Squeezing and stretching tetragonal HfO₂: a missing row

A thin film that copies the in-plane spacing of its substrate is strained along a and b, while its thickness is free to adjust. The biaxial rows below put tetragonal HfO₂ in that position. The shear rows tilt the cell at constant volume instead.

Tetragonal HfO2 (P4_2/nmc, 6-atom cell, a = 3.577, c = 5.203 Å) under strain, computed with Ansatz 0.2.0: r2SCAN, scalar-relativistic plane-wave PAW, no spin polarisation, 500 eV cutoff, Gamma-centred 6×6×6 k mesh, 0.02 eV Gaussian smearing. Atoms are relaxed within the symmetry in every row. Changes are relative to the relaxed, unstrained crystal, and all gaps are indirect.

```
strain kind  strain (%)                                           cell freedom  energy change (meV/atom)  volume change (%)  c change (%)  band gap (eV)
 biaxial ab        -4.5                              length and tilt of c free                      91.7              -6.28          2.76          5.202
 biaxial ab        -3.0                              length and tilt of c free                      39.9              -4.35          1.65          5.247
 biaxial ab        -1.5                              length and tilt of c free                         ?                  ?             ?              ?
 biaxial ab         1.5                              length and tilt of c free                       9.3               2.39         -0.61          4.986
 biaxial ab         3.0                              length and tilt of c free                      36.2               4.89         -1.13          4.662
 biaxial ab         4.5                              length and tilt of c free                      79.3               7.56         -1.50          4.354
   shear ca         1.5  cell held, c moved along a by strain times its height                       0.1               0.00          0.01          5.272
   shear ca         3.0  cell held, c moved along a by strain times its height                       0.6               0.00          0.04          5.293
   shear ca         4.5  cell held, c moved along a by strain times its height                       1.2               0.00          0.10          5.323
   shear ca         6.0  cell held, c moved along a by strain times its height                       2.0               0.00          0.18          5.348
   shear ca         9.0  cell held, c moved along a by strain times its height                       4.3               0.00          0.40          5.383
```

A negative strain is a squeeze and a positive one a stretch. The energy change is counted from the relaxed, unstrained crystal, and so are the changes of volume, a and c. The results at a biaxial strain of −1.5 % are to be worked out from the other rows.

(a) How much energy does the squeeze of 1.5 % cost, and what happens to c and to the volume?

Solution. The starting crystal is relaxed, so it sits at the bottom of an energy valley. A very small strain therefore costs an energy that grows with its square, and squeeze and stretch cost the same. At larger strain the two sides differ. Ions pushed together repel each other ever more steeply, whereas the pull that draws separated ions back grows ever more slowly. The rows show this asymmetry: the squeeze of 4.5 % costs 16 % more than the equal stretch.

The simplest formula with both features has a square and a cube. With s for the strain in per cent and E for the energy change in meV per atom, a least-squares fit to the five known biaxial rows gives

E = 4.22 s² − 0.068 s³

For s = −1.5 the square contributes 4.22 × 2.25 = 9.5, and the cube adds 0.068 × 3.4 = 0.2. The forecast is 9.7 ± 0.2 meV per atom, slightly above the row at +1.5 %. So close to the bottom of the valley the asymmetry is only a small correction.

Two limiting cases frame the response of c. If the crystal kept its volume, c would have to grow by about 3 % to make up for the loss along both a and b. If c were rigid, it would not grow at all, and the volume would shrink by about 3 %. HfO₂ can be expected to lie between these limits: squeezing the ab plane crowds the ions, and a longer c relieves part of the crowding, but stretching c costs energy too.

The known rows show where HfO₂ lies. A straight term and a square, fitted by least squares to the same five rows, give for the change of c in per cent

change of c = −0.470 s + 0.031 s²

Near zero strain c thus makes up for roughly a quarter of what constant volume would demand. The square term says that c answers a squeeze more strongly than a stretch. At −1.5 % the formula gives +0.77 ± 0.05 %.

The volume needs no model of its own, because it is the product of the three lengths:

0.985 × 0.985 × 1.0077 = 0.9777

The forecast for the volume change is therefore −2.23 ± 0.05 %. It stands or falls with the forecast for c.

(b) What is the band gap at −1.5 %?

Solution. The gap can't be treated like the energy, since nothing puts an unstrained crystal at the top or bottom of its gap curve. In the stretched rows the gap falls by about 0.21 eV for each per cent of strain. If that line ran on to the squeezed side, the gap at −1.5 % would be 4.986 + 3 × 0.21, or about 5.6 eV. Yet the rows at −3 and −4.5 % lie far below such a line, and there the gap shrinks slightly as the squeeze grows. Somewhere in between the curve must turn over.

Volume alone can't explain this. The shear rows keep the volume fixed, and still the gap rises by 0.11 eV between 1.5 and 9 % shear. The shape of the cell and the places of the atoms within it matter as well.

A general property of gaps helps here. A crystal has many filled and many empty states, and the gap is the smallest energy difference between any filled and any empty one. Suppose that each difference changes nearly in proportion to the strain, so that each draws a straight line. The gap follows whichever line is lowest. Where two lines cross, it passes from one to the other, and it always changes to the line that falls more steeply, or rises less, as the strain increases. The resulting curve can bend downwards but never upwards.

Why should different states have different slopes? The highest filled states of HfO₂ come mainly from the p orbitals of oxygen, and the lowest empty ones from the d orbitals of hafnium. Orbitals of both kinds point in different directions and so feel different distances. A stretch lengthens a and b, while a squeeze lengthens c. It is a reasonable guess that one pair of states sets the gap in the first case and another pair in the second. The table doesn't show whether the filled or the empty state would change; part (c) returns to this.

The downward-bending rule is useful even without knowing which states are involved. It needs a gap at zero strain, which the table doesn't list but the shear rows supply. Tilting the cell one way or the other gives equivalent crystals, so a smooth gap must begin with the square of the shear. Doubling the shear from 1.5 to 3 % then quadruples the change from zero, which gives

unstrained gap = (4 × 5.272 − 5.293) / 3 = 5.265 eV

Under a small shear the gap thus bends upwards, against the rule. There symmetry leaves a smooth gap no change in proportion to the strain, so the rule's starting point fails. Biaxial strain has no such symmetry between squeeze and stretch, and for it the rule remains a fair assumption.

Now the missing gap can be enclosed from both sides. A curve that bends only downwards lies above any straight chord between two of its points. The chord from −3 % to zero passes through (5.247 + 5.265) / 2 = 5.256 eV at its middle, which is exactly −1.5 %. This is the lower end.

Such a curve also lies below the continuation of any of its chords. The line through −4.5 and −3 % rises by 0.045 eV over that step. Continued by one more equal step it reaches 5.247 + 0.045 = 5.292 eV, which is the upper end. The middle of the bracket, 5.27 eV, is the forecast.

The error bar should be wider than the bracket, because neither ingredient is exact. At +3 % the gap lies 0.008 eV below the mean of its two neighbours, which the rule forbids, so the lines are not quite straight. The unstrained gap is itself an extrapolation: a plain straight line through the two smallest shears, which ignores the symmetry, would put it at 2 × 5.272 − 5.293 = 5.251 eV. The forecast is 5.27 ± 0.04 eV, on a flat top close to the unstrained value.

A smooth parabola through the gaps at −3, 0 and +3 % is the obvious alternative, and it would give 5.33 eV. It can be tried at +1.5 %, where the result is known, and there it comes out 0.055 eV too high. The real curve bends more abruptly near zero strain than a parabola does, which favours the bracket.

(c) Compare the forecasts with the calculation. What do the hits and misses teach about the crystal?

Solution. The full row reads as follows.

The withheld rows as computed:

```
strain kind  strain (%)               cell freedom  energy change (meV/atom)  volume change (%)  c change (%)  band gap (eV)
 biaxial ab        -1.5  length and tilt of c free                       9.7              -2.26          0.74          5.276
```

All four forecasts hold within their ranges. The energy agrees to the digit printed, as it should so near the bottom of the valley, where the square does almost all the work. The row was not part of the fit, but it lies between fitted rows, so this tests the smoothness of the curve and not its reach beyond 4.5 %.

The change of c is the least exact of the four. It was forecast at 0.77 % (0.774 before rounding) and came out at 0.74 %, about 5 % too high relative to the computed value. In absolute terms the two-term formula misses the fitted row at −3 % by as much, so the fault probably lies in its simple form and not in anything special about this strain. The volume shrinks slightly more than forecast for the same reason: c grew a little less, and geometry passes the miss on.

The gap came out at 5.276 eV, inside the bracket. The argument earned the bracket and not its exact middle, so the closeness of the hit shouldn't be taken as the accuracy of the method. What the hit does support is the flat top. In three equal steps from −3 to +1.5 % the gap changes by +0.029, −0.011 and −0.279 eV, with the unstrained value as one of the points. A separate run of the unstrained crystal confirms the extrapolated 5.265 eV. Most of the bend sits around zero strain.

An abrupt bend is what a change of band edge would produce, and the outputs of the runs show where the edges lie on the k mesh. The lowest empty state keeps the wave vector zero under squeeze and stretch alike, which doesn't rule out a change from one state to another at that wave vector. The highest filled state has one wave vector at −1.5 %, another in the unstrained crystal and a third at +1.5 %. At least three pairs of states therefore take part, not just the two guessed in part (b). The move in wave vector is probably not the cause in itself. The smallest direct gap on the mesh is 5.349, 5.335 and 5.073 eV at −1.5, 0 and +1.5 %, each time about 0.07 eV above the indirect gap on the same mesh, so it bends almost as much. This points to a flat top of the filled bands whose orbital character changes with the strain, though the outputs don't list that character.

The energies of the edges tell the same story. From −1.5 % to zero strain the filled edge falls by 0.52 eV, but from zero to +1.5 % by only 0.34 eV. The empty edge falls by 0.53 and then 0.61 eV. About 70 % of the bend thus comes from the filled side. The rest is a kink of the empty edge, which falls by 0.48 and 0.51 eV in the two steps up to −1.5 % and by 0.62 eV in each of the two steps beyond +1.5 %. Its slope changes most at zero strain, so it may change state too. These are the edges on the k mesh, whose gap at +1.5 % is 4.998 eV, 0.012 eV above the value in the table. The energy scale itself shifts with strain. Such a shift cancels in the gap, but it could blur the division between the two edges. The mean electrostatic potential moves almost equally in the two steps, so the division should hold.

Straight lines are too simple as well. If a single one ran from −4.5 to −1.5 %, the gap at its end would have been 5.292 eV, and it is 0.016 eV lower. Both edges have the same wave vectors at −4.5 and −1.5 %, so the line itself probably curves. Measured from the mean electrostatic potential, it is mostly the empty edge that curves over this range.

For a film the lesson is an asymmetry. Up to 4.5 %, a stretch in the plane costs about 0.2 eV of gap for each per cent, while a squeeze of the same size changes the gap by less than 0.1 eV in total. These changes are probably more trustworthy than the gaps themselves: r2SCAN usually gives gaps that are too small, and much of that error should cancel in a difference. The k mesh can still miss the true band edges, by an amount that may vary with the strain.

The lesson also holds only as long as the film stays tetragonal. The calculation kept the tetragonal symmetry in every biaxial row, and its small cell has no room for the monoclinic form that HfO₂ prefers at room temperature. Whether a strained film would rather change its phase is a separate question, which these rows leave open.
